Dear colleague,

You asked why the hydrogens on the back of my GaN slabs carry charges of 0.75 or 1.25, while those on Si and on both polar faces of SiC are plain hydrogen, although the Si–C bond is polar. The rule, introduced for slab calculations by Shiraishi in 1990, is $Z_H = 2 - Z/4$. Here $Z$ is the valence of the atom whose bond is cut, and the cap has nuclear charge $Z_H$ and brings $Z_H$ electrons. Below is the smallest model I know in which the rule is exact, together with its two promises, a clean gap and no surface charge. Charges are in units of $e$, energies in eV, and each level holds two electrons.

## The Hamiltonian

Every host atom has four orthonormal $sp^3$ hybrids of energy $\varepsilon_h = (\varepsilon_s + 3\varepsilon_p)/4$. Hybrids on one atom couple by $-V_1$, with $V_1 = (\varepsilon_p - \varepsilon_s)/4$, which restores one level $\varepsilon_s$ and three levels $\varepsilon_p$. The two hybrids of a bond couple by $-V_2$. This is the Weaire–Thorpe model of 1971. A cap has one orbital of energy $\varepsilon_H$, coupled by $-W$ to the hybrid that points at it.

For Si I use typical atomic term values $\varepsilon_s = -13.55$ and $\varepsilon_p = -6.52$ eV, so $\varepsilon_h = -8.2775$ eV and $V_1 = 1.7575$ eV. For the cap I assume $\varepsilon_H = -13.6$ eV and $W = 5.4$ eV. The bulk band edges lie at the zone centre. The bonding $p$ states give $E_v = \varepsilon_p - V_2$, the antibonding $s$ state gives $E_c = \varepsilon_s + V_2$, and the gap is $2V_2 - 4V_1$. I fit $V_2$ to the measured gap of 1.12 eV (compiled by Wing 2021), which gives $V_2 = 4.075$ eV, $E_v = -10.595$ eV and $E_c = -9.475$ eV. The model gap is direct, unlike that of Si, and the energy zero is not the vacuum level of a crystal.

## One atom, four caps

Cut all four bonds of one atom and cap them. Tetrahedral symmetry splits the $8\times 8$ matrix into one $a_1$ block and three equal $t_2$ blocks, with $\varepsilon = \varepsilon_s$ or $\varepsilon_p$:

$$\begin{pmatrix}\varepsilon & -W\\ -W & \varepsilon_H\end{pmatrix},\qquad E_\pm = \frac{\varepsilon+\varepsilon_H}{2} \pm \sqrt{\frac{(\varepsilon-\varepsilon_H)^2}{4} + W^2}.$$

| block | degeneracy | $E_-$ (eV) | $E_+$ (eV) |
|---|---|---|---|
| $a_1$ | 1 | $-18.98$ | $-8.17$ |
| $t_2$ | 3 | $-16.52$ | $-3.60$ |

Four bonding levels lie below a gap of 8.34 eV. Filling them takes eight electrons, and the neutral object has $Z + 4Z_H$. Hence

$$Z_H = 2 - Z/4 .$$

For $Z = 4$ the cap is hydrogen and the object is silane, or methane for carbon. The levels are the model's: its $a_1$–$t_2$ spacing of 2.46 eV is about half the typical 5 eV of silane. The count depends only on four levels lying below the gap.

## A slab of any size stays gapped

Write $H = H_0 + X$. Let $H_0$ hold the bond couplings, the diagonal $\bar\varepsilon = (\varepsilon_s+\varepsilon_p)/2 = -10.035$ eV on each hybrid and $\varepsilon_H + 2V_1$ on each cap. The rest, $X$, is $V_1(2\cdot\mathbb{1} - J)$ on each Si atom, where $J$ is the $4\times4$ matrix of ones, and $-2V_1$ on each cap. All its eigenvalues are $\pm 2V_1$.

$H_0$ falls into one $2\times2$ block per bond. Measured from $\bar\varepsilon$, a Si–Si block gives $\pm V_2$, and a Si–H block gives the roots of $x(x-\Delta) = W^2$ with $\Delta = \varepsilon_H - \varepsilon_s = -0.05$ eV. These roots lie outside $(-V_2, V_2)$ if

$$W^2 \ge V_2\,(V_2 + |\Delta|),$$

that is $W \ge 4.10$ eV. For $W = 5.4$ eV they are $-5.425$ and $+5.375$ eV. Weyl's inequality says that adding $X$ moves the $k$-th ordered eigenvalue by at most $2V_1$. With $M$ bonds in all, $M$ levels therefore lie at or below $\bar\varepsilon - V_2 + 2V_1 = E_v$ and $M$ lie at or above $E_c$. This holds for any face, thickness and parallel wave vector. The capped slab has no level in the bulk gap, and it is an insulator exactly when it holds two electrons per bond, caps included. A compound can be treated by the same split, with the larger $V_1$ in the bound.

An uncut partner is essential here. On bare Si(111)-(1×1) at zero parallel wave vector, the symmetric states form a chain $v_0, s_0, s_1, v_1, v_2, s_2, \dots$, where $v$ is a hybrid along the normal and $s$ the normalised sum of the three oblique hybrids of an atom. From $\varepsilon_h$, the energies are $0$ for $v$ and $-2V_1$ for $s$, and the couplings alternate as $-\sqrt3 V_1, -V_2$. A bound state repeats with a factor $\lambda$ per bilayer, $v_2 = \lambda v_0$ and $s_2 = \lambda s_0$. Since $v_0$ lacks the neighbour that $v_2$ has, this forces $v_1 = 0$. The energy is then an eigenvalue of the cluster $(v_0, s_0, s_1)$, and the equation of $v_1$ fixes $\lambda$:

$$E(E+2V_1)^2 - 3V_1^2(E+2V_1) - V_2^2E = 0,\qquad \lambda = -\frac{E}{E+2V_1}.$$

Decay, $|\lambda| < 1$, needs $E > -V_1$, the mid-gap energy. The cubic equals $V_1(V_2^2 - 4V_1^2) > 0$ there and $-2V_1V_2(V_2 - 2V_1) < 0$ at $E_c$, so a root lies in the upper half of the gap. It is $E = -1.495$ eV, the model's dangling-bond level, 0.82 eV above $E_v$, with $\lambda = 0.74$. Its band holds one electron per cell and is half filled. That metallic band is what the cap removes.

## The charge of each face

Counting levels is not enough for a compound. Take a crystal AB with $Z_A + Z_B = 8$, stacked along $z$, the cubic [111] or hexagonal [0001] axis. Bilayer $n$ has B at $z = nL$ and A at $nL + h$, with three oblique bonds inside the bilayer and one vertical bond of length $d = L - h$ to the next. For SiC, A is Si and B is C, so the top is the Si face and the back is the C face. With $N$ bilayers, a surface cell has $4N - 1$ host bonds and two caps. Two electrons per bond in a neutral slab means $8N + Z_H + Z_H' = 8N + 2$, which fixes only the sum of the back value $Z_H$ and the top value $Z_H'$. The split comes from electrostatics.

Set $V_1 = 0$ for now. An A–B bond is a $2\times2$ block with diagonal $\pm V_3$, where $2V_3$ is the hybrid energy of A minus that of B. Its lower state has weights $(1-\alpha)/2$ on A and $(1+\alpha)/2$ on B, with polarity $\alpha = V_3/\sqrt{V_2^2 + V_3^2}$. Put these populations on the atomic planes. Inner planes carry $+q$ on A and $-q$ on B, where

$$q = 4(1+\alpha) - Z_B .$$

The back atom has three host bonds and shares one pair with its cap. However that pair is divided, atom and cap together carry

$$Q_b = Z_B + Z_H - 2 - 3(1+\alpha).$$

Let the vacuum field vanish, as a dipole correction enforces, and let $A$ be the cell area. By Gauss's law the field, in units of $e/\varepsilon_0A$, is $Q_b$ inside each bilayer and $Q_b + q$ between bilayers. Its average over a period is $\delta = Q_b + fq$ with $f = d/L$. Inserting $3(1+\alpha) = \tfrac34(q + Z_B)$ gives

$$\delta = Z_H - \left(2 - \frac{Z_B}{4}\right) + \left(f - \frac34\right)q .$$

This $\delta$ is the macroscopic charge of the back face per cell. Equivalently, each added bilayer changes the dipole per cell by $-e\delta L$. In a regular tetrahedron the oblique bonds project to $h = d/3$, so $f = 3/4$, and $\delta = 0$ requires $Z_H = 2 - Z_B/4$ for every $\alpha$. The sum rule then gives $Z_H' = 2 - Z_A/4$. The polarity drops out because the four bond vectors of an atom add to zero.

Two bilayers of cubic SiC show it all. With an assumed $\alpha = 0.25$ and $Z_H = Z_H' = 1$:

| plane, from the back | charge | field above it ($e/\varepsilon_0A$) | width |
|---|---|---|---|
| H and C | $-0.75$ | $-0.75$ | $L/4$ |
| Si | $+1.00$ | $+0.25$ | $3L/4$ |
| C | $-1.00$ | $-0.75$ | $L/4$ |
| Si and H | $+0.75$ | $0$ | vacuum |

The outer planes carry three quarters of the inner charge, just what a polar (111) stacking needs for a zero mean field. For Si, $q = 0$ and $\delta = Z_H - 1$. A cubic (001) face works alike. The planes are evenly spaced, so $\delta = Q_b + q/2$, the back atom has two caps, so $Q_b = Z_B - 2(1+\alpha) + 2(Z_H - 2)$, and $\delta = 2[Z_H - (2 - Z_B/4)]$.

With $V_1 \ne 0$ the filled bands of the cubic crystal still admit one localised Wannier pair per bond, centred on the bond axis by symmetry. The mean field depends only on these centres, so $(1+\alpha)/2$ becomes the fractional position of the centre and the result stands. Centres that shift near the surface alter a local dipole and leave $\delta$ alone.

## The price of a wrong cap

Suppose $Z_H = 0.75$ on the back of Si(111). With a typical lattice constant $a = 5.43$ Å, $A = \sqrt3a^2/4 = 12.77$ Å$^2$ and $L = a/\sqrt3 = 3.135$ Å. If the face stays neutral, it lacks 0.25 electron per cell, which is $1.96\times10^{14}$ holes per cm$^2$ at the top of the filled states, and it conducts. If instead the bonds close with electrons from the front, the back carries $\delta = -0.25$, of size 0.314 C/m$^2$. Screened by the measured dielectric constant 11.7 (Ioffe Institute compilation), the field is 0.303 V/Å, or 0.95 V per bilayer, and the drop reaches the gap after 1.2 bilayers. A continuum constant is crude on that scale, but the conclusion is safe: the closed, charged state cannot survive in a usable slab. A wrong cap gives a face that is closed or neutral, never both.

## Against the general statement

The rule gives 1.5, 1.25, 1, 0.75 and 0.5 for $Z = 2$ to $6$, so 1.25 on Ga, 0.75 on N and 1 on Si and C. The model confirms it and marks four limits.

First, $Z/4$ is a formal share. The hybrids of a Si–C bond hold $1 \mp \alpha$ electrons, yet neither face of SiC needs a fractional cap.

Second, the count makes a gap possible and does not guarantee it. The guarantee needs a strong enough bond, $W \ge 4.10$ eV in this model, so a stretched cap bond can let a level into the gap. I relax the cap positions and inspect the projected bands.

Third, uncharged does not mean free of a dipole. On Si(111), moving 0.01 electron across an assumed bond length of 1.5 Å shifts the vacuum level by $0.01\,e\,(1.5\ \text{Å})/\varepsilon_0A = 0.21$ V before screening. The work function of a capped back face belongs to that cap, and only the front value should meet your Kelvin probe data.

Fourth, for polar bonds neutrality is guaranteed only where symmetry fixes $f = 3/4$ and makes the bonds equivalent, as in unstrained cubic SiC. Si needs no such condition. A homogeneous strain leaves every bond midpoint an inversion centre, so the Wannier centres stay at the midpoints, $q = 0$, and $\delta = 0$ for $Z_H = 1$ at any $f$. For 4H-SiC the measured lattice constants are $a = 3.0805$ Å and $c = 10.0848$ Å (compilation of 2001), so the mean spacing is $L = c/4 = 2.5212$ Å and $A = \sqrt3a^2/2 = 8.218$ Å$^2$. If I assume equal bond lengths, $d^2 = h^2 + a^2/3$ with $d + h = L$ gives $d = 1.8879$ Å, $h = 0.6333$ Å and $f = 0.7488$. With $q = 1.00$ and $Z_H = 1$ the model's residue is $\delta = -1.2\times10^{-3}$, of size $2.3\times10^{-3}$ C/m$^2$ since $e/A = 1.95$ C/m$^2$. This is the spontaneous polarisation of the model, and neither its size nor its sign can be trusted. A vertical bond only 0.003 Å longer makes it vanish, and unequal polarities of vertical and oblique bonds, left out here, enter at the same order or larger. Typical calculated values for 4H-SiC are 0.01 to 0.02 C/m$^2$, so the model falls short by a factor of several, up to about ten. The upper value corresponds to $|\delta| = 0.010$. With a typical dielectric constant of 10 it gives 0.023 V/Å, or 0.57 V across ten bilayers, and the drop reaches the measured gap of 3.26 eV (compiled by Deguchi 2016) near 57 bilayers. A thin 4H slab capped with hydrogen is thus gapped but carries a field. A cap detuned by about one per cent restores neutrality only together with a matching number of carriers or an opposite change at the front, since closing all bonds still requires the sum rule.

With best regards,

your colleague in theory